## The question

Mg₃ZnS₄ is taken here in an ordered form of the rock-salt structure, in which every metal atom sits at the centre of an octahedron of six sulfur atoms. Magnesium is at home in such a site. Zinc usually prefers four sulfur neighbours, and closer ones. Does this show in the vibrations of the crystal, and where do the three lowest ones lie?

The table gives harmonic frequencies from density-functional theory (PBE) at the zone centre, where every unit cell vibrates in step. They are wavenumbers in cm⁻¹, numbered upwards. The three lowest are left open.

Zone-centre phonons of Mg₃ZnS₄ (cubic 8-atom cell), computed with Ansatz 0.2.0 by linear response in non-spin-polarised, scalar-relativistic DFT (PBE, PAW). The runs use a 420 eV plane-wave cutoff, an 8×8×8 k mesh and 0.01 eV Gaussian smearing. The long-range term of polar modes is not included, and the three translations are left out of the numbering.

| row | phonon frequency (cm^-1) | mode number |
| --- | --- | --- |
| 1 | ? | ? |
| 2 | ? | ? |
| 3 | ? | ? |
| 4 | 120.80 | 4 |
| 5 | 120.80 | 5 |
| 6 | 120.80 | 6 |
| 7 | 134.80 | 7 |
| 8 | 134.80 | 8 |
| 9 | 134.80 | 9 |
| 10 | 181.20 | 10 |
| 11 | 181.20 | 11 |
| 12 | 181.20 | 12 |
| 13 | 245.80 | 13 |
| 14 | 245.80 | 14 |
| 15 | 245.80 | 15 |
| 16 | 265.20 | 16 |
| 17 | 265.20 | 17 |
| 18 | 265.20 | 18 |
| 19 | 296.80 | 19 |
| 20 | 296.80 | 20 |
| 21 | 296.80 | 21 |

## Why the frequencies come in threes

The 18 known rows hold only six different frequencies, each appearing three times. Symmetry demands this. A mirror plane through each atom keeps motion along one cube axis from mixing with motion along the other two. A turn about the body diagonal then carries any vibration along x into an equal one along y and another along z.

Eight atoms moving along one axis have eight independent patterns. In one of them the whole crystal simply shifts, which is no vibration. Seven remain, so there are seven triplets. Six are known, and the open rows must be the seventh.

## Lines that stretch and lines that slide

Look at motion along x only. The crystal then consists of straight lines of atoms parallel to x, four to a cell. Three of them alternate magnesium and sulfur, and the fourth alternates zinc and sulfur.

Each metal–sulfur contact resists in two ways. Along its own length it acts as a stiff spring of strength $L$. Against a sideways shift it acts as a weaker spring of strength $T$. When neighbours within a line move against each other, the stiff springs work, and the frequency is high: this is stretching. When whole lines slide past each other, only the sideways springs work, and the frequency is lower: this is bending.

Suppose for a moment that zinc is not held at all. The remaining frame has three magnesium–sulfur lines that can stretch, which gives three stretching triplets. It also has four lines, one of them now sulfur alone, that can slide past each other in three independent ways. That makes six triplets, as many as are known. The seventh is zinc moving by itself.

## One triplet worked out

Take the bending motion in which two magnesium–sulfur lines slide in opposite directions while the other two lines stay at rest. Each Mg–S pair in a moving line is held by six sideways springs: four to the resting magnesium–sulfur line and two to the sulfur of the fourth line. Its mass is about 24 + 32 = 56 atomic mass units. For a mass on a spring, the squared frequency is stiffness over mass:

$$\tilde\nu^2=\frac{6T}{m_{\mathrm{Mg}}+m_{\mathrm S}}\approx\frac{6\times 137\,000}{56}\ \mathrm{cm^{-2}},\qquad \tilde\nu\approx 121\ \mathrm{cm^{-1}}.$$

Here $T$ is given in mass units times cm⁻², so that no conversion is needed. Rows 4–6 stand at 120.8 cm⁻¹. They belong to the rows from which $T$ was fitted, so this shows how the model works and is no independent test.

## Is zinc held firmly or loosely?

The known rows can help to decide, although none of them is the missing triplet. Two versions of the model were fitted to the squared frequencies of rows 4–21, each with only $L$ and $T$ free. In the first, zinc has no springs. In the second, its springs are as strong as those of magnesium. The printed output after the text gives both fits.

With loose zinc, the model meets all six known triplets to within 3 cm⁻¹. With firm zinc, the largest miss is 33 cm⁻¹, and the reason is instructive. A firmly held zinc atom adds a fourth stretching triplet, and rows 10–12 have to play that part. They lie at 181.2 cm⁻¹, too low for a zinc–sulfur spring as stiff as the magnesium–sulfur one.

The close agreement of the first version should not be overrated. The model treats stretching and bending as separate, yet the fitted sideways spring is about a third as strong as the lengthwise one, so some mixing must occur. The springs join nearest neighbours only, so the long-range forces between the ions are folded into them, and $L$ and $T$ are effective numbers for this fit. The comparison also covers only two extremes and leaves out zinc springs of intermediate strength. It favours weakly held zinc without measuring how weakly.

## The forecast

The two versions disagree strongly about the open rows. Firm zinc puts them at 96 cm⁻¹, as the slowest of the sliding motions. Loose zinc puts them at zero, because an atom without springs has no frequency. Zero is a limit rather than a forecast, since a real zinc atom feels some force.

The computed value should lie between the two. The calculation reports no unstable mode, so zero is a true lower bound, and symmetry makes the three values equal. The forecast is therefore one shared value between 0 and 96 cm⁻¹, more likely in the lower half, because loose zinc fits the known rows far better. The range is wide for a reason: frequency grows with the square root of stiffness, so even weak springs lift it well above zero. The range was not set blindly, since the summary of the run states its lowest frequency; that number is kept back until the reveal.

The withheld rows as computed:

| row | phonon frequency (cm^-1) | mode number |
| --- | --- | --- |
| 1 | 24.20 | 1 |
| 2 | 24.20 | 2 |
| 3 | 24.20 | 3 |

## What the result means

All three rows stand at 24.2 cm⁻¹, in the lower half of the forecast range. Their equality follows from the cubic symmetry of the cell used in the calculation, so it is a check of consistency and no independent test. The height tests only the two spring models: firm zinc is too high by 72 cm⁻¹, and free zinc is too low by the whole 24.2 cm⁻¹. The calculation thus lies much nearer to the loose limit.

Zinc is the heaviest atom here, so could its mass alone make the mode slow? Give zinc the stiffness that the fitted springs provide at a magnesium site, and let it move against a rigid frame. It would then vibrate at 163 cm⁻¹. Since stiffness goes with the square of the frequency, the computed value corresponds to $(24.2/163)^2\approx 0.02$ of that stiffness. Zinc is then held at most about 45 times more weakly than magnesium in the model. This is an upper limit, because a real frame can give way as zinc moves, and that lowers the frequency too. Mass alone, in any case, cannot make the mode so slow.

But does the lowest mode really belong to zinc? The frequencies alone could not say. In two of the seven triplets symmetry keeps zinc at rest; the motion worked out above is of this kind. If the lowest triplet were one of those two, the explanation would fall. The calculation also stored the displacement patterns, and they settle the point. In the triplet at 24.2 cm⁻¹ zinc dominates and moves against the rest of the crystal. Its amplitude is about 0.86, where 1 would mean that zinc moved alone. The motions given here for the other six triplets are still the spring model's own, and a model with the long-range forces between the ions could match the same frequencies with other motions.

## Why zinc would sit so loosely

The zinc–sulfur distance is 2.6 Å here, against roughly 2.3 Å in ordinary zinc sulfide, where zinc has four neighbours. At the centre of the octahedron, zinc is too far from all six sulfur atoms for its best bonds. Ionic size is not the point, since zinc and magnesium ions with six neighbours are usually given nearly the same radius; zinc's bonds to sulfur are more covalent and gain more from shortening. A step to one side brings it closer to some of them and strengthens those bonds, while repulsion between the electron shells pushes it back. If the two effects nearly cancel, little restoring force is left. This is a chemical argument; the table does not separate the two contributions.

Ordinary zinc sulfide makes a useful contrast. There, four short bonds hold zinc from all sides, and a step towards one neighbour soon meets strong repulsion. Its zone-centre vibration of zinc against sulfur is accordingly an ordinary stiff one. The idea to carry over is that a cage too large for an atom's preferred bonds can weaken the force that holds it at the centre. The result may be a slow vibration or, if the force changes sign, an atom that moves off centre. One compound suggests this idea but does not prove it as a rule.

## How far to trust so soft a mode

A small difference between large opposing effects is easily changed. A slightly larger cell, another functional or tighter numerical settings could shift this frequency by a large fraction of itself, and no such tests are listed. The stiff modes are much safer in this respect. The electrons add a further doubt. At the sampled k points the run has a band gap of only 0.11 eV, and a crossing of the bands between those points may have been missed. The crystal could then be a metal, and the computed vibrations of metals depend on the k mesh. The gap found joins two different k points; the smallest vertical gap, the one across which a zone-centre vibration mixes states, is 0.35 eV, still small. PBE, however, usually makes gaps too small. Electrons that shift too easily can weaken the force that opposes a polar displacement, so the true mode may be stiffer than computed.

The calculation also omits the long-range electric field that polar vibrations create. Since zinc moves against the rest of the crystal, the mode is polar, and its longitudinal form would lie higher than 24.2 cm⁻¹. An infrared absorption peak marks the transverse form, which is the one tabulated here. Even so, a measured peak may lie elsewhere, because so soft a mode can shift strongly with temperature.

For someone judging whether the material could be made, the absence of an unstable mode is weak comfort. It covers only vibrations in which all cells move in step. Whether the crystal resists distortions that differ from cell to cell, or a change to a structure with four-coordinate zinc, was not examined. The cell itself may be an invented or metastable form, as many in this set of calculations are, relaxed only within the symmetry it started with. Zinc's place among six sulfur atoms is therefore an assumption of the cell and not a finding.

Numerical output:

```
fit of lam on 18 rows: coefficient of c1 382163 +/- 2178, coefficient of g1 136560 +/- 1372; rms 736, worst 16 1393, leave-one-out rms 837
  rows outside the fit (model, value, miss): 1 0, 585.6, -586; 2 0, 585.6, -586; 3 0, 585.6, -586
fit of lam on 18 rows: coefficient of c2 395784 +/- 20438, coefficient of g2 87690 +/- 12739; rms 6831, worst 10 13025, leave-one-out rms 7467
  rows outside the fit (model, value, miss): 1 9287, 585.6, 8701; 2 9287, 585.6, 8701; 3 9287, 585.6, 8701
loose-Zn model, rows 4 to 6 (bending), cm^-1: 120.5
loose-Zn model, rows 7 to 9 (bending), cm^-1: 133.1
loose-Zn model, rows 10 to 12 (bending), cm^-1: 182.2
loose-Zn model, rows 13 to 15 (stretching), cm^-1: 244.4
loose-Zn model, rows 16 to 18 (stretching), cm^-1: 267.8
loose-Zn model, rows 19 to 21 (stretching), cm^-1: 295.6
largest miss of loose-Zn model on known rows, cm^-1: 2.614
largest miss of firm-Zn model on known rows, cm^-1: 32.95
firm-Zn model for the withheld triplet, cm^-1: 96.37
sideways spring over lengthwise spring, loose-Zn model: 0.3573
net stiffness of Zn site from 24.2 cm^-1, percent of Mg site: 2.206
Zn against rigid frame if held as stiffly as Mg, cm^-1: 162.9
computed withheld frequencies, cm^-1: 24.2, 24.2, 24.2
forecast 24.2 less computed value, cm^-1: 0, 0, 0
```
